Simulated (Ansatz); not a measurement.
SnSe: pressure against volume scale

All results are calculated (Ansatz 0.2.0). Periodic Kohn-Sham DFT of a crystal at fixed atoms, scaled to volume_scale times the given cell; pressure positive in compression, energy less spherical unpolarised free atoms, largest_vzz the field gradient of largest size among the nuclei.

The cell before it is scaled or strained (space group Fm-3m, No. 225):
```
cell vectors (Å)
   0.0000     3.0100     3.0100
   3.0100     0.0000     3.0100
   3.0100     3.0100     0.0000
atoms (fractions of the cell vectors)
Sn  0.00000  0.00000  0.00000
Se  0.50000  0.50000  0.50000
```

Settings of every row: method frozen-core PAW; functional PBEsol; relativity scalar; k mesh 7x7x7; filling fermi-dirac; smearing width 0.01 eV; wave cutoff 420 eV; paw set soft_2.

Atom start moment: 0 on all atoms.

Limits: PAW files made with PBE.

```csv
row,volume scale,V (Å³/atom),pressure (GPa)
1,0.94,25.635,1.488
2,0.96,26.18,0.237
3,0.98,26.725,-0.887
4,0.99,26.998,-1.404
5,1,27.271,-1.894
6,1.01,27.544,-2.357
7,1.02,27.816,-2.796
8,1.04,28.362,-3.604
9,1.06,28.907,?
```

Question: what pressure should row 9 give?

Worked fit of pressure. Take u = (V_r/V)^(2/3) − 1 with V_r = 27.135 Å³ an atom, which is twice the finite (Eulerian) strain; such expansions in the strain, on which the Birch-Murnaghan equation of state is built, carry the rest volume and the bulk modulus. The shown rows have u = 0.03864, 0.02417, 0.0102, 0.00338, -0.00333, -0.00992, -0.01639, -0.02905. Least squares give pressure = −1.6534 + 73.185 × u + 209.4 × u² GPa; a straight line predicts inner rows, each left out in turn, worse (root mean square 0.072 against 0.0016 GPa). The rows lie off it by 0.001, -0.001, -0.002, 0.000, 0.001, 0.002, 0.001, -0.001. The pressure vanishes at u = 0.0213, or V = 26.29 Å³ an atom, and there the bulk modulus at fixed shape and fractions is B = −V dP/dV = (2/3)(1 + u) dP/du = 55.9 GPa. The withheld row has u = -0.0413, so the fit gives −1.6534 + 73.185 × (-0.0413) + 209.4 × (-0.0413)² = -4.319 GPa.

The calculation gave -4.326 GPa. The fit lies 0.007 GPa (0.12 % of the column's range) above it; its largest miss of a shown row is 0.002 GPa. This row lies beyond the range of the fit.
